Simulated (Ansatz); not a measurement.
A series in volume scale on MoPt

Free energy against uniform scaling of the volume at fixed shape and fractions; periodic cell, basis, potentials, k mesh and filling as listed. The results are calculated, by Ansatz 0.2.0.

The cell before it is scaled or strained (space group P-6m2, No. 187):
```
cell vectors (Å)
   2.8215     0.0000     0.0000
  -1.4107     2.4435     0.0000
   0.0000     0.0000     4.5271
atoms (fractions of the cell vectors)
Mo  0.66667  0.33333  0.00000
Pt  0.33333  0.66667  0.50000
```

Settings of every row: functional PBEsol; dispersion none; potentials all-electron LAPW; k mesh 12x12x7; k shift 0x0x0; occupations gaussian; smearing width 0.05 eV; spin none.

Limits: coarse k mesh, up to 40 meV an atom off; no spin-orbit coupling, which can matter with elements this heavy; the cell comes from a prototype or a list of computed structures and needn't be the stable phase.

```csv
row,volume scale,V (Å³/atom),energy above lowest point (meV/atom)
1,0.92,14.357,26.9
2,0.96,14.981,0
3,1,15.606,?
4,1.04,16.23,80.5
5,1.08,16.854,169.4
```

Question: what energy above lowest point should row 3 give?

Worked fit of energy above lowest point. Take u = (V_r/V)^(2/3) − 1 with V_r = 15.605 Å³ an atom, which is twice the finite (Eulerian) strain; such expansions in the strain, on which the Birch-Murnaghan equation of state is built, carry the rest volume and the bulk modulus. The shown rows have u = 0.05714, 0.02758, -0.02584, -0.05004. Least squares give energy above lowest point = 21.12 − 1537.5 × u + 28608 × u² meV/atom; a straight line predicts inner rows, each left out in turn, worse (root mean square 48 against 1.3 meV/atom). The rows lie off it by 0.2, -0.5, 0.5, -0.3 (root mean square 0.4 meV/atom). The withheld row has u = -4e-05, so the fit gives 21.12 − 1537.5 × (-4e-05) + 28608 × (-4e-05)² = 21.2 meV/atom.

The calculation gave 21.3 meV/atom. The fit lies 0.1 meV/atom (0.059 % of the column's range) below it, one unit of the last digit.
